When a sapphire crystal vibrates, how far can the long-range electric field of its own displaced ions raise a wavenumber? In a transverse optical (TO) wave that field is absent. In a longitudinal (LO) wave the displaced charges pile up in sheets, and the field between the sheets pulls the ions back like an extra spring. The computed wavenumbers below leave this field out, whereas six of the measured ones contain it. They can be estimated by hand from the TO values.

ABINIT 10.8.3, DFT with the LDA functional and PseudoDojo NC SR LDA v0.4.1 standard pseudopotentials, for Al₂O₃ (R-3c) in a relaxed cell, with a plane-wave cutoff of 1142.88 eV and a 4 × 4 × 4 k-point mesh. Computed wavenumbers are for zone-centre modes without the long-range electric field; 1-fold and 2-fold give their degeneracy.

```tsv
row	computed wavenumber (cm⁻¹)	what it is	measured wavenumber (cm⁻¹)	label in the paper, method, sample	source
1	313.4	1-fold	n/a	n/a	n/a
2	377.5	2-fold	n/a	n/a	n/a
3	n/a	n/a	385	Eu(1) TO, planar mode; infrared reflectance with oscillator fit; bulk crystal	arXiv:1905.08660 (2019)
4	n/a	n/a	388	Eu(1) LO, planar mode; infrared reflectance with oscillator fit; bulk crystal	arXiv:1905.08660 (2019)
5	391.1	2-fold	n/a	n/a	n/a
6	399.8	1-fold	n/a	n/a	n/a
7	n/a	n/a	400	TO mode, E parallel to c; infrared spectroscopy; bulk crystal	arXiv:0906.1533 (2009)
8	n/a	n/a	416	sapphire substrate phonon near 416 cm-1; Raman scattering; bulk crystal	arXiv:cond-mat/0505335 (2005)
9	n/a	n/a	416.7	A1g; micro-Raman; bulk crystal	pmc:9693301 (2022)
10	421.5	1-fold	n/a	n/a	n/a
11	438.7	2-fold	n/a	n/a	n/a
12	n/a	n/a	440	Eu(2) TO, planar mode; infrared reflectance with oscillator fit; bulk crystal	arXiv:1905.08660 (2019)
13	442.4	2-fold	n/a	n/a	n/a
14	448.7	2-fold	n/a	n/a	n/a
15	n/a	n/a	481	Eu(2) LO, planar mode; infrared reflectance with oscillator fit; bulk crystal	arXiv:1905.08660 (2019)
16	n/a	n/a	512	LO mode, extraordinary ray (E parallel to c); infrared spectroscopy; bulk crystal	arXiv:0906.1533 (2009)
17	531.9	1-fold	n/a	n/a	n/a
18	n/a	n/a	570	Eu(3) TO, planar mode; infrared reflectance with oscillator fit; bulk crystal	arXiv:1905.08660 (2019)
19	n/a	n/a	576.3	Eg (near 576 cm-1); micro-Raman; bulk crystal	pmc:9693301 (2022)
20	579.1	2-fold	n/a	n/a	n/a
21	581.4	2-fold	n/a	n/a	n/a
22	n/a	n/a	583	TO mode, E parallel to c; infrared spectroscopy; bulk crystal	arXiv:0906.1533 (2009)
23	592.0	1-fold	n/a	n/a	n/a
24	603.9	1-fold	n/a	n/a	n/a
25	n/a	n/a	629	Eu(3) LO, planar mode; infrared reflectance with oscillator fit; bulk crystal	arXiv:1905.08660 (2019)
26	n/a	n/a	633	Eu(4) TO, planar mode; infrared reflectance with oscillator fit; bulk crystal	arXiv:1905.08660 (2019)
27	638.8	2-fold	n/a	n/a	n/a
28	651.0	1-fold	n/a	n/a	n/a
29	696.1	1-fold	n/a	n/a	n/a
30	n/a	n/a	748.8	Eg (near 749 cm-1); micro-Raman; bulk crystal	pmc:9693301 (2022)
31	754.5	1-fold	n/a	n/a	n/a
32	758.6	2-fold	n/a	n/a	n/a
33	n/a	n/a	871	LO mode, extraordinary ray (E parallel to c); infrared spectroscopy; bulk crystal	arXiv:0906.1533 (2009)
34	n/a	n/a	906	Eu(4) LO, planar mode; infrared reflectance with oscillator fit; bulk crystal	arXiv:1905.08660 (2019)
```

Two limiting cases give the picture. A vibration that carries almost no oscillating charge feels almost no extra spring, so an LO wavenumber lies close to its TO wavenumber. A single vibration that carries all the charge receives the whole lift. Real sapphire lies between these cases, because several vibrations share the charge.

**Rows 1 to 16.** First the polar vibrations must be found. The same calculation gives infrared strengths, and only six of the eighteen computed levels have any: rows 5, 13, 21 and 27, and rows 6 and 23. They form two series. In the first the electric dipole oscillates in the plane perpendicular to the crystal axis c, in the second along c. Nearness in number is a poor guide. Row 11 almost coincides with the measured planar TO mode of row 12, yet it has no infrared strength; the true partner is row 13.

Just above a TO resonance the ions move against the force that drives them, and just below the next one they move with it. Between the two the permittivity therefore climbs from negative to positive, and where it passes through zero an LO wave can sustain itself. Each LO mode except the highest is therefore enclosed by two TO neighbours of its own series. The simplest guess puts its square halfway between theirs. For row 16 this gives 505 cm⁻¹, against 512 measured.

The guess does worse for row 4, with 418 cm⁻¹ against 388. The TO mode beneath it, row 5, holds only about 3% of the planar infrared strength, so its LO partner hardly moves away from it. Row 15 is also overestimated, by 36 cm⁻¹, and again the weaker of the two TO neighbours is the lower one.

**Rows 17 to 32.** Here the weak mode is the upper neighbour. Row 21 carries most of the planar strength and row 27 little, so the LO mode between them is driven up almost to row 27. Halfway gives 611 cm⁻¹ for row 25, below the measured 629. A reader who knows which infrared bands are weak can improve the guess by moving the LO mode towards the weaker neighbour. The shared label Eu(4) in rows 26 and 34 does not mean that this weak mode alone is lifted to 906 cm⁻¹: the highest LO mode is expected to draw most of its motion from the strong mode of row 21.

**Rows 33 and 34.** The highest LO mode of each series has no TO neighbour above it, but a sum rule fixes it. However the charge is shared within a series, the squares of its LO wavenumbers add up to more than those of the TO wavenumbers by a fixed amount $P$. This lift grows with the square of the ionic charges and falls with mass, volume and the square of the refractive index $n$. With the lower LO modes set halfway, what remains is

$$\omega_{\text{highest LO}}^2 \approx \tfrac12\left(\omega_{\text{first TO}}^2+\omega_{\text{last TO}}^2\right)+P .$$

For $P$, take charges of +3 and −2, masses of 27 and 16, a volume of $5\times8.26=41.3$ Å³ per Al₂O₃ and a rounded index of 1.8, whose square lies close to the high-frequency permittivity from the same calculation. The factor 14.4 eV Å is the Coulomb constant for unit charges, and 521.5, squared, converts the result to cm⁻²:

$$P=\frac{4\pi\times14.4}{41.3}\left(\frac{2\times3^2}{27}+\frac{3\times2^2}{16}\right)\frac{521.5^2}{1.8^2}\approx521\,000\ \text{cm}^{-2}.$$

Row 33 uses the TO modes of rows 6 and 23, row 34 those of rows 5 and 27:

$$\sqrt{\tfrac12(399.8^2+592.0^2)+521\,000}\approx881,$$

$$\sqrt{\tfrac12(391.1^2+638.8^2)+521\,000}\approx895\ \text{cm}^{-1}.$$

The measured values are 871 and 906, so both estimates are within about 1%. That closeness should not be overrated: an index squared of 3.1 instead of 3.24 raises both estimates by 13 cm⁻¹.

Over all six LO rows the typical (rms) miss is 21 cm⁻¹, and no constant was adjusted to them. Sharing the lift equally among the modes of a series misses by 121 cm⁻¹, as the printed analysis shows. In percent the two highest modes come out best, while in cm⁻¹ row 16 is closest. Through the sum rule the highest mode inherits the errors of the lower ones. In the plane these partly cancel, since rows 4 and 15 are guessed too high and row 25 too low. A given error in the square also shifts a high wavenumber less than a low one.

The rule needs TO wavenumbers to start from and gives no estimate for nonpolar modes. It also needs a strong lift: in sapphire $P$ is larger than any gap between the squares of neighbouring TO modes. In a weakly polar crystal, where $P$ is much smaller than these gaps, each LO mode is expected just above its own TO mode, and the halfway guess fails. Its inputs carry errors too: all but one of the computed TO values lie above the measured ones, by up to 11 cm⁻¹, and the table cannot tell how much of this comes from the density functional. Formal charges serve here because the calculated effective charge of aluminium is about 2.9. Strictly, $P$ is built from the effective charges, so where the two kinds differ strongly the formal ones would mislead.

Numerical output:

```
ionic plasma wavenumber from formal charges, before screening (cm-1): 1299
plasma term after screening, added to the highest LO square (cm-2): 521006
mean of first and last TO squares for rows 33 and 34 (cm-2): 255152, 280512
excess of the rule's plasma term over the run's, planar series (%): 2.445
excess of the rule's plasma term over the run's, field along c (%): 2.129
estimated LO, rows 4 15 16 25 33 34 (cm-1): 417.5, 516.6, 505.1, 610.8, 881, 895.3
estimate less measured LO, rows 4 15 16 25 33 34 (cm-1): 29.54, 35.6, -6.874, -18.23, 9.998, -10.72
estimate less measured LO, rows 4 15 16 25 33 34 (%): 7.613, 7.401, -1.343, -2.898, 1.148, -1.184
rms miss of the rule over six LO rows (cm-1): 21.35
run's own LO less measured, rows 4 15 16 25 33 34 (cm-1): 5.758, 0.62, -8.131, 4.334, 4.537, -3.103
rms miss if the plasma term is shared equally (cm-1): 121.2
rms miss if each LO is taken equal to its own TO (cm-1): 166.1
lower bound of the LO, rows 4 15 16 25 33 34 (cm-1): 391.1, 442.4, 399.8, 581.4, 825.1, 821
upper bound of the LO, rows 4 15 16 25 33 34 (cm-1): 442.4, 581.4, 592, 638.8, 933.5, 963.9
place of the run's LO square between TO squares, 0.5 is halfway, rows 4 15 16 25: 0.04879, 0.2547, 0.4933, 0.9007
share of infrared strength in its series, rows 5 6 13 21 23 27 (%): 2.643, 58.68, 28.54, 62.27, 41.32, 6.549
computed less measured TO, rows 5 6 13 21 23 27 (cm-1): 6.1, -0.2, 2.4, 11.4, 9, 5.8
estimates for rows 33 and 34 with permittivity 3.1 instead (cm-1): 894.3, 908.3
```
